**Question**

I have band levels of an ordered In3GaAs4 cell from r2SCAN and, at the same k points, from the much costlier HSE06. Each set is measured from its own valence top. The labels v1 and v2 mean the highest and second-highest filled band, c1 and c2 the lowest and second-lowest empty one.

Band levels of ordered In3GaAs4 (8-atom cell, Pmm2, a = 4.238, b = 8.485, c = 6.000 Å, relaxed with r2SCAN), each set from its own valence top. Ansatz 0.2.0, plane-wave PAW, no spin polarisation; cheaper level r2SCAN (k mesh 6×4×4, cutoff 500 eV), costlier level HSE06 (4×2×4, 420 eV). The point extra_v is (0, 0.05, 0) in reciprocal-lattice units.

| point name | band v2, cheaper level (eV) | band v1, cheaper level (eV) | band c1, cheaper level (eV) | band c2, cheaper level (eV) | band v2, costlier level (eV) | band v1, costlier level (eV) | band c1, costlier level (eV) | band c2, costlier level (eV) |
| --- | --- | --- | --- | --- | --- | --- | --- | --- |
| Gamma | -0.033 | 0.000 | 0.174 | 1.721 | -0.034 | 0.000 | 0.496 | 2.036 |
| X | -1.244 | -0.974 | 1.795 | 1.832 | -1.306 | -1.033 | 2.079 | 2.120 |
| S | -2.104 | -2.033 | 2.838 | 2.872 | -2.213 | -2.142 | 3.216 | 3.218 |
| Y | -0.351 | -0.157 | 1.645 | 2.321 | -0.370 | -0.167 | 2.044 | 2.711 |
| Z | -1.002 | -0.885 | 1.017 | 1.382 | -1.046 | -0.941 | 1.370 | 1.721 |
| U | -1.029 | -0.891 | 1.087 | 1.330 | -1.071 | -0.946 | 1.436 | 1.668 |
| R | -1.704 | -1.682 | 2.982 | 3.034 | -1.787 | -1.760 | 3.403 | 3.447 |
| T | -1.122 | -1.090 | 1.905 | 2.409 | -1.189 | -1.155 | 2.308 | 2.780 |
| extra_v | -0.090 | -0.002 | 0.366 | 1.735 | -0.070 | -0.002 | 0.635 | 2.052 |

The gap at Γ opens, as I expected, but the other levels move too, and not all by the same amount. Is there a rule simple enough for pencil and paper that turns the cheap levels into the costly ones? And when should I not trust it?

**Answer**

Start by treating filled and empty levels separately, because they change in different ways. At the named points other than Γ, the filled levels in the table move down by four to six percent of their depth. A level near the top hardly moves, while one two electronvolts down moves by about a tenth of an electronvolt. The empty levels all move up, by roughly a third of an electronvolt, whether they lie low or high.

Both changes can be understood from exchange, the lowering of energy that electrons of equal spin gain by avoiding each other. r2SCAN estimates it from the electron density and related quantities at each place. HSE06 starts from a simpler estimate of this kind, the functional PBE, and replaces a quarter of the short-range exchange by the exact expression, which depends on how strongly a state overlaps with the filled states. The following argument is theory; the table shows its consequences but does not isolate exchange, since the two functionals also differ in other respects.

A filled state here lives mostly on arsenic and along the bonds, among the other filled states, so exact exchange lowers it strongly. An empty state overlaps less with them and is lowered less. Seen from the valence top, the empty states therefore jump upward together. Call this jump $J$.

The stretch of the filled bands has a related origin. The width of a band is set by how easily an electron hops from one atom to the next. Exact exchange between bonded neighbours adds to this hopping. In the simplest picture, with one kind of orbital, all energy differences within the band grow by the same fraction as the hops, which suggests why a multiplication suits the filled levels better than a shift. Call the factor $s$.

With $E$ for a level in r2SCAN and $E'$ for the estimate of its HSE06 value, both from the valence top, the rule is

$$E'_{\text{filled}} = s\,E_{\text{filled}}, \qquad E'_{\text{empty}} = E_{\text{empty}} + J,$$

$$s = 1.05, \qquad J = 0.35\ \text{eV}.$$

The factor is the rounded result of a least-squares fit to v1 over the nine k points, and the jump is the rounded mean rise of c1 over the same points. The two rows worked below therefore helped to set the constants. The levels v2 and c2 did not, but they belong to the same k points and are only a partial test.

**Two rows by hand**

Take Z first, and ask for the energy between the highest filled and the lowest empty level at that point. In r2SCAN these levels lie at −0.885 and 1.017 eV. The rule gives

$$E'_{v1} = 1.05 \times (-0.885) = -0.929\ \text{eV},$$

$$E'_{c1} = 1.017 + 0.35 = 1.367\ \text{eV},$$

$$E'_{c1} - E'_{v1} = 1.367 + 0.929 = 2.296\ \text{eV}.$$

HSE06 itself has −0.941 and 1.370 eV, a separation of 2.311 eV. The estimate is less than one percent too small. Most of the opening comes from the jump, and the stretch adds about a tenth of it.

Now take X, where the rule does less well. The filled level is again good to about 0.01 eV. The empty one is estimated at 1.795 + 0.35 = 2.145 eV, while HSE06 puts it at 2.079 eV. The true rise is only 0.284 eV, so the rule overstates it by about a quarter.

A possible reason is the kind of state found there. This cell is larger than the primitive cell of zincblende, and two of the three X valleys of zincblende fold onto the point called X here. By the argument above, these empty states would rise less if they overlapped more with the filled ones than other empty states do. The third X valley folds onto Γ, where c2 lies at a similar height and rises by 0.315 eV, also less than the rule says. This is weak support at best: c1 at Γ, which belongs to another valley, rises by only 0.322 eV, and c2 there has not been identified from its orbitals.

**How good is it over the whole table?**

For the filled levels the typical (root-mean-square) miss is 0.009 eV, against 0.061 eV if they are left unstretched. The second parameter is therefore worth having if you care about levels well below the valence top. If you only want the gap, you can forget it.

For the empty levels the typical miss is 0.044 eV, and the largest is 0.08 eV. That is small beside levels one to three electronvolts up, but it matters for a narrow gap. At Γ the rule gives 0.524 eV where HSE06 has 0.496 eV, about six percent too much. The HSE06 run also used a coarser k mesh and a lower plane-wave cutoff than the r2SCAN run, and no convergence test is at hand, so part of the misses of a few hundredths of an electronvolt may come from the settings.

You could let the jump grow with the height of the level, as a stretch of the empty bands would suggest. Fitted to c1, this lowers the leave-one-out error, the typical miss for a point kept out of the fit, only from 0.056 to 0.046 eV. For work by hand, the constant jump is the better bargain. The output below lists the estimate and its miss for each level.

**Where it breaks down: the curvature near Γ**

The row extra_v lies close to Γ, a tenth of the way to Y. Between Γ and this point the lowest empty band climbs by 0.192 eV in r2SCAN but only by 0.139 eV in HSE06. A constant jump keeps the r2SCAN climb and so makes the band too steep. Do not use the rule for effective masses, which depend on this curvature.

The standard explanation is that the lowest empty band near Γ is steep because it is pushed up by filled states just below the gap. The push weakens when the gap widens. For two levels, the climb $\Delta$ and the gap at Γ, $G$, obey

$$\Delta\,(\Delta + G) = W^2,$$

where $W$ is the strength of the coupling at that k point. If $W$ keeps its r2SCAN value while $G$ takes its HSE06 value, the climb comes out as 0.115 eV. The estimate has the right direction but flattens the band too much. The coupling itself may be stronger in HSE06, and the different settings of the two runs may also play a part.

The filled side has its own exception at the same point. There v2 becomes shallower, going from −0.090 to −0.070 eV, while the rule makes it slightly deeper. Close to the valence top, trust the rule for the position of the top band but not for the fine structure beneath it.

That fine structure has a further limit. Neither calculation includes spin–orbit coupling, which in arsenides splits the valence top by a few tenths of an electronvolt and narrows the gap by roughly 0.1 eV. The rule imitates HSE06 without this effect, so subtract it before you compare a gap with a measured one.

**Using it on another crystal**

Keep the form of the rule as a first guess, but determine the jump anew. In magnesium oxide, for instance, the filled states sit tightly on oxygen and the lowest empty ones are spread widely over the crystal. The difference in exchange is then much greater, and so is the jump between a semilocal functional and a hybrid. Both constants belong to this arsenide cell and to this pair of functionals. The factor was tested only on levels down to about two electronvolts below the valence top. Do not carry it to the compact d shells far below, which exact exchange is expected to shift by an amount of their own.

One HSE06 gap, taken at the k point of the valence top, is enough for a first value of $J$. Had you taken it from Γ here, you would have used 0.322 eV. The worst empty level would then have been c1 at R, which rises by 0.421 eV, a miss of 0.421 − 0.322 = 0.099 eV. So in this cell one costly point fixes the empty levels to about a tenth of an electronvolt, over the three and a half electronvolts that the table covers.

Output of the analysis:

```
fit of level_v1 on 9 rows: coefficient of point_v1 1.054 +/- 0.0021; rms 0.00632, worst R -0.0134, leave-one-out rms 0.00781
fit of dc1 on 9 rows: constant 0.2975 +/- 0.027, coefficient of point_c1 0.03622 +/- 0.015; rms 0.0374, worst X 0.0786, leave-one-out rms 0.0455
Rule and its miss (rule less HSE06), eV:
      row  rule_v1  miss_v1   rule_v2   miss_v2  rule_c1  miss_c1  rule_c2  miss_c2
    Gamma        0        0  -0.03465  -0.00065    0.524    0.028    2.071    0.035
        X   -1.023   0.0103    -1.306   -0.0002    2.145    0.066    2.182    0.062
        S   -2.135  0.00735    -2.209    0.0038    3.188   -0.028    3.222    0.004
        Y  -0.1648  0.00215   -0.3685   0.00145    1.995   -0.049    2.671    -0.04
        Z  -0.9293  0.01175    -1.052   -0.0061    1.367   -0.003    1.732    0.011
        U  -0.9356  0.01045     -1.08  -0.00945    1.437    0.001     1.68    0.012
        R   -1.766  -0.0061    -1.789   -0.0022    3.332   -0.071    3.384   -0.063
        T   -1.145   0.0105    -1.178    0.0109    2.255   -0.053    2.759   -0.021
  extra_v  -0.0021  -0.0001   -0.0945   -0.0245    0.716    0.081    2.085    0.033
mean rise of c1, eV: 0.3531
leave-one-out rms of a constant c1 rise, eV: 0.05645
smallest rise of c1, eV: 0.269
largest rise of c1, eV: 0.421
rms miss of the rule, all 18 empty levels, eV: 0.04422
rms miss of the rule, 17 filled levels without the zero, eV: 0.009162
the same with filled levels left unstretched, eV: 0.06112
mean c1 rise, four corners with half step along b, eV: 0.4002
mean c1 rise, other four corners, eV: 0.327
c1 rise at X, eV: 0.284
gap change at Gamma, eV: 0.322
overestimate of the Gamma gap by the rule, percent: 5.645
c1 climb from Gamma to extra_v, r2SCAN, eV: 0.192
c1 climb from Gamma to extra_v, HSE06, eV: 0.139
HSE06 climb from two-level estimate with r2SCAN coupling, eV: 0.115
```
